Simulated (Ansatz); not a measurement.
## Ligand exchange: InH2(NH2) + GaH(CH3)(SH) → InH2(SH) + GaH(CH3)(NH2)

Species: InH2(NH2), singlet; GaH(CH3)(SH), singlet; InH2(SH), singlet; GaH(CH3)(NH2), singlet. The partners trade NH2 for SH: In–NH2 and Ga–SH bonds give way to In–SH and Ga–NH2.

Shapes, held fixed at every level: PBE0-D4/def2-TZVP. Flexible molecules stand in one conformer, not always the lowest. Programs: Ansatz 0.2.0. The zero-point and thermal change to 298 K, harmonic and unscaled (PBE0-D4/def2-TZVP), is +0.8 kJ/mol.

Problem. Estimate ΔH(298 K) of this reaction.

Solution. The highest level, CCSD(T)/def2-TZVPP, gives ΔH(298 K) = -27.9 kJ/mol; the levels span -39.4 to -27.7. The column of differences is taken from that level and isn't an error. No measured value is set beside it here. For atoms past krypton def2 sets carry core potentials with scalar relativity. Relativity is left out for Ga. Outer-core shells of Ga, In are correlated in most correlated rows, in sets that cover them unevenly.

| level | kind | ΔH(298 K) (kJ/mol) | less CCSD(T)/def2-TZVPP |
| --- | --- | --- | --- |
| HF/def2-SVP | Hartree–Fock | -39.4 | -11.5 |
| HF/def2-TZVPP | Hartree–Fock | -33.0 | -5.1 |
| SPW92/def2-TZVPP | LDA | -27.8 | +0.1 |
| r2SCAN-D4/def2-TZVPP | meta-GGA | -28.2 | -0.3 |
| r2SCAN0-D4/def2-TZVPP | global hybrid | -29.7 | -1.8 |
| wB97M-V/def2-TZVPP | range-separated hybrid | -27.7 | +0.2 |
| CCSD/def2-SVP | coupled cluster or CI | -33.9 | -6.0 |
| CCSD(T)/def2-TZVPP | coupled cluster or CI | -27.9 | 0.0 |

The exchange is exothermic at every level, so amide prefers gallium and thiolate prefers indium in these monomers. This is the hard–soft pattern expected within group 13. Gallium's more compact valence orbitals overlap better with the small nitrogen 2p orbitals, and the short, polar Ga–N bond gains more electrostatic attraction. Going to the larger indium costs the bond to nitrogen more than the bond to sulfur, whose diffuse 3p orbitals and longer bonds are less sensitive to the metal's size. Donation from the nitrogen lone pair into the formally empty metal p orbital probably adds to the preference for gallium.

Hartree–Fock exaggerates the driving force even in the larger basis, which suggests that correlation favours the reactant pairing somewhat. The close match of LDA to CCSD(T) probably reflects cancellation between similar bonds on the two sides, not accurate individual bond energies. The preference need not carry over to the condensed phase, where amides and thiolates of these metals commonly associate through bridging ligands.
